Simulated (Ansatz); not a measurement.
Electron–phonon coupling and T_c of ZnPt (computed with Ansatz 0.2.0)

Space group P4/mmm (No. 123), 2 atoms in the cell of the first input below: a = 2.837 Å, b = 2.837 Å, c = 3.468 Å, α = 90.00°, β = 90.00°, γ = 90.00°.

The structure is a measured one, not always of the ambient phase, relaxed without spin–orbit coupling to zero pressure (pressure 0.0 GPa with this functional, without spin–orbit coupling). Functional: PBEsol.

Input:

```yaml
crystal:
  lattice:
    - [2.8366222366, 0.0, 0.0]
    - [0.0, 2.8366222366, 0.0]
    - [0.0, 0.0, 3.4678566213]
  atoms:
    - { symbol: Zn, position: [0.5, 0.5, 0.5] }
    - { symbol: Pt, position: [0.0, 0.0, 0.0] }
basis:
  ecutwfc: 420
  ecutrho_ratio: 4
kpoints:
  mp_grid: { grid: [12, 12, 10] }
hamiltonian:
  xc: pbesol
scf:
  occupations: { method: methfessel_paxton, width: 0.2 }
output: {}
phonons:
  supercell: [2, 2, 2]
  qpath:
    path:
      - [[0.0, 0.0, 0.0], [0.0, 0.5, 0.0], [0.5, 0.5, 0.0], [0.0, 0.0, 0.0], [0.0, 0.0, 0.5], [0.0, 0.5, 0.5], [0.5, 0.5, 0.5], [0.0, 0.0, 0.5]]
      - [[0.0, 0.5, 0.0], [0.0, 0.5, 0.5]]
      - [[0.5, 0.5, 0.0], [0.5, 0.5, 0.5]]
    npoints: 6
  electrical_resistivity: { mesh: [24, 24, 20], temperatures: [50, 100, 200, 300, 500] }
  superconductivity: { mesh: [24, 24, 20], eliashberg_equations: false }
```

```bash
ansatz run input.yaml --threads 8 --pin off --max-ram 15360MiB --backend cpu --events-out ev --progress --plain --runs-dir out
```

Time: 3.4 min on 8 threads of Intel(R) Xeon(R) Processor @ 2.50GHz (Skylake/Cascade Lake) (shared host), peak memory 2.9 GiB.

On the finest mesh λ = 0.1507, ω_log = 11.959 meV, N(E_F) = 0.219 states per eV, spin and cell. λ by mesh: 24×24×20 0.151, 12×12×10 0.153, 6×6×5 0.166.

Q: What T_c does McMillan's formula in the Allen–Dynes form give for μ* = 0.10?

A: T_c = (ω_log/1.2) exp[−1.04(1+λ)/(λ − μ*(1+0.62λ))] = (138.78 K/1.2) × exp(−1.1967/0.0414) = a value under 10^-10 K, that is no superconductivity at this level.

Caveats: no spin-orbit coupling, which matters for these elements; small supercell, couplings not converged in it.

ZnPt comes out as a very weakly coupled metal: λ = 0.1507 barely exceeds the Coulomb repulsion it has to overcome, so the pairing exponent suppresses T_c to practically nothing. The lattice is not unusually stiff, since ω_log is only 11.959 meV, as expected with a heavy atom like Pt. The weakness therefore more likely lies on the electronic side. N(E_F) is low, at 0.219 states per eV, spin and cell, whereas elemental Pt has its Fermi level near the top of a partly empty 5d band with a high density of states. Alloying with Zn, whose 3d shell is full and deep, probably fills most of the remaining Pt 5d holes through hybridisation with the Zn s and p states, leaving few carriers at E_F to scatter from phonons.

With λ this close to μ*, T_c depends exponentially on small changes in either, so only its negligible size is meaningful, not its exact value. The totals do not reveal whether Zn or Pt vibrations carry the remaining coupling.
